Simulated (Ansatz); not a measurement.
## HfB: pressure and energy less free atoms against volume per atom

Results calculated with Ansatz 0.2.0, not measured. Periodic Kohn-Sham DFT of a crystal at fixed atoms; pressure and stress are positive in compression; the energy is the free energy less that of spherical unpolarised free atoms; site moments are those in the method's own spheres, positive along +z.

Cell of the first row (space group Fm-3m, No. 225):
```
HfB
1.0
      0.0000     2.2708     2.2708
      2.2708     0.0000     2.2708
      2.2708     2.2708     0.0000
Hf B
1 1
Direct
  0.50000 0.50000 0.50000
  0.00000 0.00000 0.00000
```

Settings of every row: method all-electron LAPW; functional PBE; relativity scalar; k mesh 15x15x15; filling fermi-dirac; smearing width 0.05 eV; basis error target 0.25 meV/atom; nucleus gaussian.

Atom start moment: 0 on all atoms.

Limits: all rows lie far from zero pressure; no spin-orbit coupling on heavy atoms.

```
row  volume per atom (Å³)  pressure (GPa)  energy less free atoms (eV/atom)
  1                 11.71          45.336                           -7.1376
  2                12.018          37.183                           -7.2168
  3                12.326               ?                                 ?
  4                12.635          23.335                           -7.3323
  5                12.943          17.463                           -7.3714
```

Question: what pressure and energy less free atoms should row 3 give?

Worked fit of pressure. Take u = (V_r/V)^(2/3) − 1 with V_r = 12.326 Å³ an atom, which is twice the finite (Eulerian) strain; such expansions in the strain, on which the Birch-Murnaghan equation of state is built, carry the rest volume and the bulk modulus. The shown rows have u = 0.03477, 0.01701, -0.01637, -0.03204. Least squares give pressure = 29.8909 + 414.78 × u + 843.4 × u² GPa; a straight line predicts inner rows, each left out in turn, worse (root mean square 0.54 against 0.019 GPa). The rows lie off it by 0.004, -0.007, 0.008, -0.004 (root mean square 0.006 GPa). The withheld row has u = 0, so the fit gives 29.8909 + 414.78 × (0) + 843.4 × (0)² = 29.891 GPa.

The calculation gave 29.88 GPa. The fit lies 0.011 GPa (0.039 % of the column's range) above it; its largest miss of a shown row is 0.008 GPa.

Worked fit of energy less free atoms. Take u = (V_r/V)^(2/3) − 1 with V_r = 12.326 Å³ an atom, which is twice the finite (Eulerian) strain; such expansions in the strain, on which the Birch-Murnaghan equation of state is built, carry the rest volume and the bulk modulus. The shown rows have u = 0.03477, 0.01701, -0.01637, -0.03204. Least squares give energy less free atoms = −7.28111 + 3.4463 × u + 19.601 × u² eV/atom; a straight line predicts inner rows, each left out in turn, worse (root mean square 0.013 against 5.5e-05 eV/atom). All shown rows lie on it to the printed digit. The withheld row has u = 0, so the fit gives −7.28111 + 3.4463 × (0) + 19.601 × (0)² = -7.2811 eV/atom.

The calculation gave -7.2812 eV/atom. The fit lies 0.0001 eV/atom (0.043 % of the column's range) above it, one unit of the last digit.
